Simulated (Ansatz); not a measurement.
## AgO₂: pressure and energy above lowest point against volume per atom

Results calculated with Ansatz 0.2.0 development build, not measured. Equation of state of a cubic crystal from periodic Kohn-Sham density functional theory without spin; pressure corrected for the finite basis.

Cell of the first row (space group Fm-3m, No. 225):
```
cell vectors (Å)
   0.0000     2.5283     2.5283
   2.5283     0.0000     2.5283
   2.5283     2.5283     0.0000
atoms (fractions of the cell vectors)
Ag  0.00000  0.00000  0.00000
O   0.25000  0.25000  0.25000
O   0.75000  0.75000  0.75000
```

Settings of every row: formula AgO2; structure type fluorite; functional PBE; spin treatment none; k mesh 12x12x12; occupation method fermi-dirac; occupation width 0.061225619 eV; wave cutoff 700 eV; datasets hard PAW; density cutoff ratio 4.

Limits: a cubic model structure, not a phase known at ambient conditions; modest k-mesh, values are not fully converged in k; no spin polarisation, a magnetic state may lie lower; the SCF threshold is loose for a stress in some rows.

```csv
row,volume per atom (Å³),pressure (GPa),energy above lowest point (meV/atom)
1,10.774,10.53,21.26
2,11.003,6.587,9.07
3,11.232,?,?
4,11.462,0.025,0
5,11.691,-2.69,1.95
6,11.92,-5.084,7.55
7,12.149,-7.191,16.36
```

Question: what pressure and energy above lowest point should row 3 give?

Worked fit of pressure. Take u = (V_r/V)^(2/3) − 1 with V_r = 11.576 Å³ an atom, which is twice the finite (Eulerian) strain; such expansions in the strain, on which the Birch-Murnaghan equation of state is built, carry the rest volume and the bulk modulus. The shown rows have u = 0.04903, 0.03442, 0.00662, -0.00657, -0.01933, -0.0317. Least squares give pressure = −1.37 + 205.583 × u + 717.18 × u² + 809.1 × u³ GPa; a parabola predicts inner rows, each left out in turn, worse (root mean square 0.017 against 0.005 GPa). The rows lie off it by 0.001, -0.002, 0.002, 0.000, -0.002, 0.001. The pressure vanishes at u = 0.0065, or V = 11.46 Å³ an atom, and there the bulk modulus at fixed shape and fractions is B = −V dP/dV = (2/3)(1 + u) dP/du = 144 GPa. The withheld row has u = 0.02032, so the fit gives −1.37 + 205.583 × (0.02032) + 717.18 × (0.02032)² + 809.1 × (0.02032)³ = 3.110 GPa.

The calculation gave 3.103 GPa. The fit lies 0.007 GPa (0.04 % of the column's range) above it; its largest miss of a shown row is 0.002 GPa.

Worked fit of energy above lowest point. Take u = (V_r/V)^(2/3) − 1 with V_r = 11.576 Å³ an atom, which is twice the finite (Eulerian) strain; such expansions in the strain, on which the Birch-Murnaghan equation of state is built, carry the rest volume and the bulk modulus. The shown rows have u = 0.04903, 0.03442, 0.00662, -0.00657, -0.01933, -0.0317. Least squares give energy above lowest point = 0.487 − 149.06 × u + 11324.9 × u² + 7271 × u³ meV/atom; a parabola predicts inner rows, each left out in turn, worse (root mean square 0.15 against 0.0039 meV/atom). All shown rows lie on it to the printed digit. Its lowest point lies at u = 0.0065, or V = 11.46 Å³ an atom, and the curvature there gives the bulk modulus at fixed shape and fractions, B = (4/9)(1 + u)² E″(u)/V = 144 GPa. The withheld row has u = 0.02032, so the fit gives 0.487 − 149.06 × (0.02032) + 11324.9 × (0.02032)² + 7271 × (0.02032)³ = 2.20 meV/atom.

The calculation gave 2.19 meV/atom. The fit lies 0.01 meV/atom (0.047 % of the column's range) above it, one unit of the last digit.
